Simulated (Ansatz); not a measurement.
Theory: DFT PBE, scalar-relativistic, plane waves, PAW (Ansatz). Settings: cutoff 420 eV, Γ-centred meshes spaced at most about 0.3 Å⁻¹, and about 0.25 Å⁻¹ or finer for metals (2π included), Gaussian smearing. No spin polarisation in the final relaxations.

These are static total energies at zero pressure.

Two forms of SnSe₄ were relaxed alike.

A.

```cif
data_structure
_symmetry_space_group_name_H-M 'P-6m2'
_symmetry_Int_Tables_number 187
_cell_length_a 4.7867
_cell_length_b 4.7867
_cell_length_c 10.2807
_cell_angle_alpha 90.000
_cell_angle_beta 90.000
_cell_angle_gamma 120.000
_cell_volume 204.00
loop_
_atom_site_label
_atom_site_type_symbol
_atom_site_symmetry_multiplicity
_atom_site_Wyckoff_symbol
_atom_site_fract_x
_atom_site_fract_y
_atom_site_fract_z
_atom_site_occupancy
Sn1 Sn 1 a 0.00000 0.00000 0.00000 1
Se1 Se 1 b 0.00000 0.00000 0.50000 1
Se2 Se 2 g 0.00000 0.00000 0.27092 1
Se3 Se 1 c 0.33333 0.66667 0.00000 1
```

B.

```cif
data_structure
_symmetry_space_group_name_H-M 'P6/mmm'
_symmetry_Int_Tables_number 191
_cell_length_a 4.5285
_cell_length_b 4.5285
_cell_length_c 11.2476
_cell_angle_alpha 90.000
_cell_angle_beta 90.000
_cell_angle_gamma 120.000
_cell_volume 199.75
loop_
_atom_site_label
_atom_site_type_symbol
_atom_site_symmetry_multiplicity
_atom_site_Wyckoff_symbol
_atom_site_fract_x
_atom_site_fract_y
_atom_site_fract_z
_atom_site_occupancy
Sn1 Sn 1 b 0.00000 0.00000 0.50000 1
Se1 Se 2 c 0.33333 0.66667 0.00000 1
Se2 Se 2 e 0.00000 0.00000 0.70717 1
```

Question: Which would you expect to be lower, and how large is the difference?

Answer: A is lower, by 159 meV/atom. A has space group P-6m2 (No. 187), 40.8 Å³/atom and no gap on its mesh; B has space group P6/mmm (No. 191), 40.0 Å³/atom and no gap. Counting Se atoms around Sn (those within 1.25 times the shortest such distance or 1.15 times the sum of covalent radii, 1.27 where that leaves under three), A has Sn 5 and B has Sn 2. A holds Se–Se units of three or more atoms (shortest 2.36 Å); B holds Se–Se nets (shortest 2.61 Å). Even the lower one lies +0.31 eV/atom against the reference forms of the elements (uncorrected), so neither is stable at this level. Both come from invented guesses.

Weakly bound directions are ill-defined at this level, which has no dispersion term (P6/mmm), and this can change margins and order among such cells. Cells relaxed within their symmetry can be saddle points.

The 159 meV/atom preference for A probably reflects how each cell meets the bonding needs of tin and selenium. In B, tin sits in isolated linear SeSnSe units resembling carbon dioxide, which would need multiple bonding that heavy p-block atoms form poorly. The remaining selenium forms flat honeycomb nets, where three neighbours per atom are more than its usual two-bond valence calls for. The extra electrons enter antibonding states, consistent with the stretched 2.61 Å contacts and the missing gap. A instead gives tin five neighbours and keeps a selenium unit with contacts of 2.36 Å, close to a normal single bond. Density does not explain the order, since B is the more compact cell.

A is still strained: its triselenium unit is linear, whereas two-bonded selenium normally bends to accommodate its lone pairs. Because tin diselenide is a known compound that forms exothermically from the elements, the energy of A above the competing phases should exceed the +0.31 eV/atom measured against the elements alone.
